# Space-charge waves in a submicron GaN diode: solution key

## Problem

A wurtzite GaN diode conducts along $c$, with $n_0 = 1.0\times10^{17}$ cm$^{-3}$ and drift length $L = 0.80$ µm. A linear-response calculation about a uniform state at $F_0 = 220$ kV/cm gives a dc current density of $3.5\times10^{5}$ A/cm$^2$. It modulates the electron density at the cathode and records the amplitude gain $G = 20\log_{10}|n_1(x+d)/n_1(x)|$ and the phase lag between two interior planes $d = 0.50$ µm apart. The values below were made for the exercise and rounded as data are, with independent standard uncertainties of 0.1 dB and $1^\circ$.

| $j$ | $f$ (GHz) | $G$ (dB) | lag modulo $360^\circ$ |
|---|---|---|---|
| 1 | 200 | 15.8 | 173 |
| 2 | 350 | 13.3 | 300 |
| 3 | 500 | 9.8 | 63 |

Take $\varepsilon = 10.4\,\varepsilon_0$, the compiled static value along $c$ at 300 K (Ioffe Institute). Find the drift velocity $v_0$, the differential mobility $\mu_d$ and the diffusion coefficient $D$, and apply Kroemer's $n_0L$ criterion.

## (a) Dispersion relation

Let $F = -E_x$, so that electrons drift along $+x$ with a local velocity $v(F)$, and take $D$ constant:

$$\partial_t n + \partial_x\left[n\,v(F) - D\,\partial_x n\right] = 0,\qquad \partial_x F = \frac{e}{\varepsilon}(n - n_0).$$

Put $n = n_0 + n_1$, $F = F_0 + F_1$, $v = v_0 + \mu_d F_1$ with $\mu_d = dv/dF$. Poisson's equation turns $n_0\mu_d\,\partial_x F_1$ into $\omega_c n_1$, and for $n_1 \propto e^{i(kx-\omega t)}$

$$\omega = kv_0 - i(\omega_c + Dk^2),\qquad \omega_c = b\mu_d,\qquad b = \frac{en_0}{\varepsilon} = 1.740\times10^{10}\ \text{V/cm}^2 .$$

For $\mu_d<0$, waves of real $k$ grow when $k^2 < |\omega_c|/D$, by at most $\exp(|\omega_c|L/v_0)$ in a time $L/v_0$.

The data have real $\omega$, so $k = \beta - i\alpha$ and $n_1\propto e^{\alpha x}$. With $q = \beta^2-\alpha^2$ the relation splits into

$$\text{(R)}\quad Dq + v_0\alpha + \omega_c = 0,\qquad \text{(I)}\quad v_0 - 2D\alpha = \omega/\beta ,$$

both linear in the unknowns. The second root in $k$ decays from the anode within about $\ell = D/v_0$ and is absent at interior planes.

## (b) Reduction of the data

By (I) the lag $\beta d$ is nearly proportional to $f$. Scaling the first row gives $173^\circ\times2.5 = 432.5^\circ$, so the third lag is $423^\circ$. The frequencies are multiples of 50 GHz, so a further delay of 20 ps preserves all three readings. That branch has a phase velocity of $2.2\times10^{6}$ cm/s at 500 GHz and is excluded by the dc current, $J_0/en_0 = 2.2\times10^{7}$ cm/s.

With $\alpha = G\ln 10/(20d)$, and unrounded values carried onward:

| $j$ | $\alpha$ (µm$^{-1}$) | $\beta$ (µm$^{-1}$) | $q$ (µm$^{-2}$) |
|---|---|---|---|
| 1 | 3.638 | 6.039 | 23.23 |
| 2 | 3.062 | 10.472 | 100.28 |
| 3 | 2.257 | 14.765 | 212.93 |

## (c) Inversion

Subtracting (R) for rows 1 and 3 removes $\omega_c$:

$$\ell = \frac{\alpha_1-\alpha_3}{q_3-q_1} = \frac{1.382}{189.70}\ \text{µm} = 7.28\ \text{nm}.$$

Equation (I) for row 3, whose phase has the best relative precision, gives

$$v_0 = \frac{\omega_3/\beta_3}{1-2\ell\alpha_3} = \frac{0.2128}{0.9671}\ \text{µm/ps} = 2.200\times10^{7}\ \text{cm/s}.$$

Then $D = \ell v_0 = 16.0$ cm$^2$/s, and (R) for row 1 gives

$$\omega_c = -v_0(\alpha_1+\ell q_1) = -0.838\ \text{ps}^{-1},\qquad \mu_d = \omega_c/b = -48.1\ \text{cm}^2/\text{Vs}.$$

Solving the quadratic for $k$ with these parameters predicts 13.37 dB and $299.8^\circ$ at 350 GHz, a row not used in the fit, and $172.8^\circ$ at 200 GHz, testing the unused equation (I) of row 1. All lie within one standard uncertainty of the data.

## (d) Errors and uniqueness

Differentiating the closed forms gives these relative contributions in per cent, added in quadrature:

| | $G_1$ | $G_3$ | lag 1 | lag 3 | total |
|---|---|---|---|---|---|
| $v_0$ | 0.05 | 0.02 | 0.01 | 0.25 | 0.26 |
| $D$ | 1.63 | 1.63 | 0.23 | 0.80 | 2.45 |
| $\omega_c$ | 0.70 | 0.09 | 0.10 | 0.28 | 0.76 |

$$v_0 = (2.200\pm0.006)\times10^{7}\ \text{cm/s},\quad D = 16.0\pm0.4\ \text{cm}^2/\text{s},\quad \mu_d = -48.1\pm0.4\ \text{cm}^2/\text{Vs}.$$

$D$ is the weakest because it rests on a difference of gains. Taking it instead from (I) for rows 1 and 3 is legitimate but ill-conditioned, $D = 17\pm5$ cm$^2$/s.

One frequency gives two equations for three unknowns and no unique answer. Two frequencies suffice once the phase branch is fixed. Three limits remain.

- The waves fix $\omega_c$, that is $n_0\mu_d/\varepsilon$. A 5 % error in $n_0$ moves $\mu_d$ by 2.4 cm$^2$/Vs, well above the propagated value.
- An error in $d$ scales $v_0$ as $d$ and $D$ as $d^2$ and leaves $\omega_c$ unchanged.
- If $D$ depends on field and the flux is $-\partial_x(Dn)$, linearisation replaces $v_0$ by $v_0 - b\,dD/dF$, and the waves cannot separate the two. For $|dD/dF|\sim D/F_0$ the shift is $1.3\times10^{6}$ cm/s, or 6 %.

## (e) Growth band and the $n_0L$ criterion

Gain ends at $k_c = \sqrt{|\omega_c|/D} = 22.9$ µm$^{-1}$, where $\alpha = 0$ and $f_c = v_0k_c/2\pi = 0.80$ THz. At the saddle point $d\omega/dk = 0$ the growth rate is $|\omega_c| - v_0^2/4D$. Here $4D|\omega_c|/v_0^2 = 0.11 < 1$, so the instability is convective: a disturbance grows only while it crosses the diode.

The exponent per transit is $|\omega_c|L/v_0 = n_0L/N^*$ with

$$N^* = \frac{\varepsilon v_0}{e|\mu_d|} = 2.63\times10^{12}\ \text{cm}^{-2}.$$

Kroemer's criterion for domains is $n_0L \gg N^*$. This diode has $n_0L = 8.0\times10^{12}$ cm$^{-2}$, an exponent of 3.05 and a growth factor of 21. The exponent follows from $\omega_c$ and $v_0$ alone and is free of any error in $n_0$. For a steady drive at $\omega\to0$, (R) gives $\alpha L = 3.14$, slightly more, because the group velocity $v_0-2D\alpha$ is below $v_0$.

A sharper threshold comes from the circuit. Continuity and Poisson's equation integrate to a uniform total current,

$$J_1 = \varepsilon\left[\sigma F_1 + v_0F_1' - DF_1''\right],\qquad \sigma = \omega_c - i\omega .$$

For an ideal ohmic cathode $F_1(0)=0$, so $F_1 = (J_1/\varepsilon\sigma)(1-e^{ikx})$. The anode layer is omitted; its relative weight is $(|k|\ell)^2\approx0.005$ for the mode found below. With $s = -ikL$ the voltage is

$$V_1 = \frac{J_1L}{\varepsilon\sigma}\,\frac{e^{-s}+s-1}{s}.$$

At fixed voltage the modes satisfy $e^{-s}+s-1=0$, $s\neq0$. The least damped positive-frequency root is $s = -2.089 - 7.461\,i$, which for $D=0$ gives the condition $|\omega_c|L/v_0 > 2.09$ of McCumber and Chynoweth (1966). The dispersion relation reads $\sigma = sv_0/L + Ds^2/L^2$, with $\mathrm{Re}\,s^2 = -51.3$, so

$$\mathrm{Im}\,\omega = |\omega_c| - 2.089\,\frac{v_0}{L} - 51.3\,\frac{D}{L^2} = (0.838 - 0.574 - 0.128)\ \text{ps}^{-1} \approx +0.13\ \text{ps}^{-1}.$$

The imaginary part of $\sigma$ puts the mode at 0.31 THz. Setting $\mathrm{Im}\,\omega=0$ at this doping gives $L_{th} = 0.69$ µm, or $n_0L = 6.9\times10^{12}$ cm$^{-2}$, against $5.5\times10^{12}$ cm$^{-2}$ without diffusion.

**Answer.** In the model the voltage-biased diode is unstable near its transit frequency, by a margin far above the data uncertainty of 0.006 ps$^{-1}$ in $\omega_c$. With only three e-folds per transit, $n_0L\gg N^*$ is not well met, so a growing space-charge layer is expected and a mature domain is not assured. The rule of thumb of about $10^{12}$ cm$^{-2}$ belongs to GaAs, whose steepest $|\mu_d|$ is typically of order $10^3$ cm$^2$/Vs, and does not carry over.

## (f) Limits of the local model

These numbers are the model's. The data were generated from inputs chosen to resemble typical transport calculations for GaN above the velocity peak, so that resemblance tests nothing.

Two neglected effects rival the margin. First, electrons need a distance to heat after leaving the cathode, typically a tenth of a micron or more, and a dead zone longer than $L-L_{th} = 0.11$ µm removes the instability in this estimate.

Second, the response is delayed. Let $v_1 = \mu_\infty F_1 + u$, where $u$ relaxes toward $(\mu_d-\mu_\infty)F_1$ in a time $\tau$ in the drifting frame. With $\gamma = -i(\omega-kv_0)$ the mobility becomes $\mu_\infty + (\mu_d-\mu_\infty)/(1+\gamma\tau)$, and to first order in $\gamma\tau$

$$\gamma = -\frac{\omega_c+Dk^2}{1+\eta},\qquad \eta = b(\mu_\infty-\mu_d)\tau .$$

For the chord estimate $\mu_\infty\approx v_0/F_0 = 100$ cm$^2$/Vs and a typical $\tau\approx0.1$ ps, $\eta\approx0.3$. Applied to data containing such a delay, the inversion returns $\omega_c/(1+\eta)$ and $D/(1+\eta)$: effective values, correct for wave growth and for $k_c$, but smaller in magnitude than the static ones by tens of per cent. The uniform part of $F_1$ does not travel with the electrons and feels $\omega\tau\approx0.2$ at the mode frequency, so the threshold is good to one figure, $n_0L\approx7\times10^{12}$ cm$^{-2}$.